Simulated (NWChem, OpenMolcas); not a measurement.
**How basis sets differ on AlH2F (SMILES [H][Al]([H])[F])**

AlH2F has 4 atoms, charge 0, and is taken as a singlet. SMILES: `[H][Al]([H])[F]`. The shape comes from GFN2-xTB, which is rough for such elements, and wasn't checked as a minimum.

Each level gives the HOMO–LUMO gap (eV). The values are calculated.

```csv
level,kind,program,value (eV),CPU time
HF/STO-3G,Hartree–Fock,OpenMolcas,18.20,1.6 s
UHF/STO-3G,Hartree–Fock,OpenMolcas,18.20,1.7 s
HF/3-21G,Hartree–Fock,NWChem,13.33,0.81 s
HF/def2-SVP,Hartree–Fock,NWChem,13.62,2.1 s
HF/pcseg-2,Hartree–Fock,NWChem,13.14,14 s
```

The values span 13.14 to 18.20 eV. A Hartree–Fock LUMO above zero doesn't converge with the basis: it sinks as sets grow more diffuse. Orbital gaps aren't excitation energies. CPU times are rough (shared hosts, several kinds of processor): they show what a rung costs within a factor of a few.

The large break is between the minimal basis and all the others: the gap is 18.20 eV with STO-3G, but lies between 13.14 and 13.62 eV with the split-valence and larger sets. In trivalent aluminium compounds the lowest empty orbital is typically the out-of-plane Al 3p, raised somewhat by π donation from the fluorine lone pair. A single fixed, compact function describes such an orbital poorly, whereas split valence functions let it expand and fall in energy. This probably accounts for most of the drop, although occupied levels shift too.

The gap does not fall steadily with basis size, since def2-SVP lies slightly above 3-21G. The closeness of 3-21G to pcseg-2 may therefore owe something to compensating shifts in the two frontier levels. The identical restricted and unrestricted STO-3G values suggest that the unrestricted run found the closed-shell solution, as expected for a molecule with saturated σ bonds, but they do not rule out a lower broken-symmetry solution.
